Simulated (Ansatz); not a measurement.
**Ligand exchange: BH(CH3)(NH2) + C3H9CdN → BH(NH2)2 + C4H10Cd**

Gas-phase species: BH(CH3)(NH2), singlet; C3H9CdN `C[CH](C)[Cd][NH2]`, singlet; BH(NH2)2, singlet; C4H10Cd `[CH3][Cd][CH](C)C`, singlet. The partners trade CH3 for NH2: B–CH3 and Cd–NH2 bonds give way to B–NH2 and Cd–CH3.

Shapes, held fixed at every level: PBE0-D4/def2-TZVP. Programs: Ansatz 0.2.0. Electronic energies: no zero-point or thermal term.

(1) Estimate ΔE of this reaction.

## Answers

(1) The highest level, CCSD(T)/def2-TZVPP, gives ΔE = -72.3 kJ/mol; the levels span -77.1 to -70.7. The column of differences is taken from that level and isn't an error. No measured value is set beside it here. For atoms past krypton def2 sets carry core potentials with scalar relativity. Outer-core shells of Cd are correlated, in sets that cover them unevenly.

| level | kind | ΔE (kJ/mol) | less CCSD(T)/def2-TZVPP |
| --- | --- | --- | --- |
| PBE-D4/def2-TZVPP | GGA | -70.7 | +1.6 |
| B3LYP-D4/def2-TZVPP | global hybrid | -73.8 | -1.5 |
| BHLYP-D4/def2-TZVPP | global hybrid | -77.1 | -4.8 |
| PBE0-D4/def2-TZVPP | global hybrid | -74.8 | -2.5 |
| r2SCAN0-D4/def2-TZVPP | global hybrid | -75.9 | -3.6 |
| wB97M-V/def2-TZVPP | range-separated hybrid | -74.6 | -2.3 |
| CCSD(T)/def2-SVP | coupled cluster or CI | -73.6 | -1.3 |
| CCSD(T)/def2-TZVPP | coupled cluster or CI | -72.3 | 0.0 |

Every level makes the exchange clearly exothermic, with CCSD(T)/def2-TZVPP at -72.3 kJ/mol, so the preference for nitrogen on boron and carbon on cadmium doesn't hinge on the choice of method. The main cause is probably the strength of the B–N bond: it is short and polar, and the nitrogen lone pair donates into boron's empty 2p orbital. A methyl group offers only weak hyperconjugation in its place. Cadmium, with a filled 4d shell and diffuse 5s and 5p orbitals, gains little from such π donation and forms a comparatively favourable, more covalent bond to carbon. Boron already carries one amino group in the reactant, so the two nitrogens of the product compete for the same empty orbital, and the second substitution should gain less π stabilisation than the first.

From PBE to PBE0 to BHLYP the reaction becomes more exothermic, perhaps because exact exchange alters the balance between the polar bonds. The reaction energy alone doesn't separate the π contribution from the σ-bond preferences of boron and cadmium.
